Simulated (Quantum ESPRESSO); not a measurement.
# Zone-centre phonon frequency and ε∞ of zinc-blende BP against k mesh (LDA linear response, Quantum ESPRESSO)

A common rule of thumb says that a k-mesh length of about 25 Å is enough for the phonons of a crystal with a gap. We test it on BP with a design task: a half-wave film for infrared light of 2000 nm, whose temperature is read from the transverse optical Raman line. The design needs the line position and the refractive index, which follow from the highest zone-centre mode and from $\varepsilon_\infty$. We allow the k mesh an error of 0.5 cm⁻¹ in the line and 2 nm in the film thickness, and want the cheapest mesh that keeps both limits. Errors are counted from the 16×16×16 run, so they measure sampling alone and not the distance to experiment.

## How the numbers were made

Each crystal was relaxed once and then held fixed while the k mesh alone was changed. Program: Quantum ESPRESSO 7.5, plane waves, LDA, scalar-relativistic, no spin-orbit coupling, no spin. Crystals and potentials: BP (zinc-blende), PseudoDojo. Cutoffs 1143 eV. Occupations: fixed. Modes by linear response at one wavevector. Times are rough, from shared Arm server processors. The tabled runs alone: cutoff 1143 eV, k length 13 to 51 Å. The same in all rows: wavevector of the run, in fractions of the reciprocal vectors: (0, 0, 0).

Notes on method and selection:

- The reference is the finest run of each crystal, which need not be fully converged.
- Published potential sets: PseudoDojo (norm-conserving).
- The coarsest settings were run to show the error; the highest mode is taken by rank and may there belong to another branch.
- Without the sum rule a spurious force shifts the squares of all zone-centre frequencies by about the square of the acoustic residue (exactly so for like masses); where the residue is large, it makes much or all of the change.
- Runs that did not converge, have known faults or may not be shown are not listed, and runs on Ansatz's PAW sets soft_1 and soft_2 are kept to separate tables.

Columns:

- k-mesh length (Å): k-mesh length, the least over the axes of divisions times cell-vector length.
- acoustic residue (cm⁻¹): acoustic residue: the largest of the three acoustic values at the zone centre, which should vanish; negative is imaginary.
- ε∞: electronic dielectric constant ε∞, a third of the trace.
- frequency change (%): change of the highest mode at the wavevector against the run at the densest mesh of the same crystal.
- highest mode (cm⁻¹): highest mode at the wavevector, as the response program prints it (no sum rule, no LO-TO term).
- pressure (GPa): pressure of the ground-state run, compression positive.
- cost (core-s): processor time, shared machines, rough.

## Data

| member | k-mesh length (Å) | acoustic residue (cm⁻¹) | ε∞ | frequency change (%) | highest mode (cm⁻¹) | pressure (GPa) | cost (core-s) | remark |
| --- | --- | --- | --- | --- | --- | --- | --- | --- |
| k 4×4×4 | 12.7 | 0.5 | 13.673 | 1.896 | 836.7 | 1.11 | 43 |  |
| k 6×6×6 | 19.0 | −0.5 | 10.344 | 0.257 | 823.3 | 0.13 | 65 |  |
| k 8×8×8 | 25.4 | −0.5 | 9.460 | 0.037 | 821.5 | 0.01 | 110 |  |
| k 10×10×10 | 31.7 | −0.9 | 9.222 | 0.005 | 821.2 | −0.01 | 150 |  |
| k 12×12×12 | 38.1 | −0.5 | 9.159 | 0.000 | 821.2 | −0.01 | 220 |  |
| k 14×14×14 | 44.4 | −0.7 | 9.143 | 0.000 | 821.2 | −0.01 | 300 |  |
| k 16×16×16 | 50.8 | −0.7 | 9.139 | 0.000 | 821.2 | −0.01 | 430 | known phase |

## Mechanism

The highest mode falls from 836.7 cm⁻¹ at 4×4×4 to 821.2 cm⁻¹ at 10×10×10 and then stays there to the printed digit. It is the threefold degenerate optical mode at every mesh, so the fall is a sampling error of one and the same vibration. The first two steps are 836.7 − 823.3 = 13.4 cm⁻¹ and 823.3 − 821.5 = 1.8 cm⁻¹, a reduction by 13.4 / 1.8 = 7.4.

The dielectric constant also falls, but settles more slowly. Its successive steps are 3.329, 0.884, 0.238, 0.063, 0.016 and 0.004, each about a quarter of the one before. At 8×8×8, where the frequency is within 0.04 % of the reference, $\varepsilon_\infty$ is still too large by 9.460 / 9.139 − 1 = 3.5 %.

Such a geometric decay is what theory expects of an insulator. With all bands either full or empty, the integrands are smooth and periodic in k, and the error of a regular mesh of length $L$ falls roughly as $e^{-L/\xi}$. A factor of 3.8 per 6.3 Å gives $\xi$ = 6.3 / ln 3.8 = 4.7 Å for $\varepsilon_\infty$; the factor of 7.4 gives about 3 Å for the frequency.

The pressure, a pure ground-state quantity, shrinks about as fast as the frequency error: its first two steps are 0.98 and 0.12 GPa. The slower decay therefore goes with the response to an electric field. That response contains derivatives with respect to k, which give more weight to the long-range terms that a coarse mesh misses; this is a plausible reason for the difference. The Born effective charges, which come from the same field response, also obey their sum rule better with every denser mesh.

## Where the trend breaks

The 4×4×4 run is far from the reference, with $\varepsilon_\infty$ too large by half, yet it lies on the same geometric decay as the finer meshes. Its pressure of 1.11 GPa is no real compression, since the cell is the same in all rows; it is the sampling error seen in the stress.

The acoustic residue is the one column without a trend. It changes sign after the first row and is largest in size, at −0.9 cm⁻¹, for 10×10×10. This does not discredit that run: a residue of this size moves the optical mode by only about 0.9² / (2 × 821.2) = 0.0005 cm⁻¹. A finite real-space grid for the exchange-correlation term is a usual source of such residues, and a denser k mesh would not remove it.

## What the accuracy costs

The whole series spans a factor of ten in processor time, from 43 to 430 core-s, while the number of mesh points before symmetry grows by (16 / 4)³ = 64. Symmetry reduction and work that does not depend on the mesh can both hold the cost down.

Going from 8×8×8 to 16×16×16 costs 430 / 110 = 3.9 times as much. It improves the frequency by 0.3 cm⁻¹ and removes a 3.5 % error in $\varepsilon_\infty$, so the expense is justified only by the dielectric constant. Most of that gain is already reached at 10×10×10 for about 150 core-s; the remaining 280 core-s to the densest mesh change $\varepsilon_\infty$ by 0.083.

## Choosing a member

The refractive index is taken as $n=\sqrt{\varepsilon_\infty}$, which neglects the slight rise of the index from zero frequency to that of the light, and the half-wave thickness is $d=\lambda/(2n)$, with $\lambda$ = 2000 nm. For the reference, $n$ = √9.139 = 3.023 and $d$ = 2000 / (2 × 3.023) = 330.8 nm.

- **4×4×4 and 6×6×6** miss the line by 15.5 and 2.1 cm⁻¹ and fail on frequency alone. Their indices of √13.673 = 3.698 and √10.344 = 3.216 give thicknesses of 2000 / (2 × 3.698) = 270.4 nm and 2000 / (2 × 3.216) = 310.9 nm, which fail as well.
- **8×8×8** passes on the line, with an error of 0.3 cm⁻¹. Its index of √9.460 = 3.076 gives 2000 / (2 × 3.076) = 325.1 nm, which is too thin by 330.8 − 325.1 = 5.7 nm.
- **10×10×10** agrees with the reference line to the printed digit. Its index of √9.222 = 3.037 gives 2000 / (2 × 3.037) = 329.3 nm, too thin by 330.8 − 329.3 = 1.5 nm, and it passes.
- **12×12×12** has an index of √9.159 = 3.0264 and gives 2000 / (2 × 3.0264) = 330.4 nm, an error of 330.8 − 330.4 = 0.4 nm, and passes. The denser 14×14×14 mesh passes too.

Our pick is 10×10×10, the coarsest mesh that keeps both limits, and the runner-up is 12×12×12. A thickness tolerance of 1 nm would reverse the two. If only the Raman line were needed, 8×8×8 would do.

The functional contributes a larger error than any of the passing meshes. LDA usually makes $\varepsilon_\infty$ of such semiconductors too large, by roughly 5 to 10 %. The index is then too large by about half that percentage, and the film is designed too thin by roughly 330.8 × 0.05 / 2 = 8 nm to 330.8 × 0.10 / 2 = 17 nm. For the line, an LDA error of roughly 2 % in either direction means 821.2 × 0.02 = 16 cm⁻¹. These errors are common to all meshes and leave the pick unchanged, but they mean that the film itself cannot be specified to 2 nm from this level. An index measured at the working wavelength should set the final thickness.

## Closing remarks

For BP in a fixed cell, between 13 and 51 Å, the 25 Å rule is sound for the optical frequency and too loose for $\varepsilon_\infty$, which needs about 32 Å to come within 1 %.

From 8×8×8 onwards the frequencies differ by only 0.3 cm⁻¹, and two omitted effects are larger. The long-range field of the longitudinal mode raises that mode above the tabled value, by something of the order of 10 cm⁻¹. Anharmonic motion, including zero-point motion, usually lowers the optical modes by several cm⁻¹.
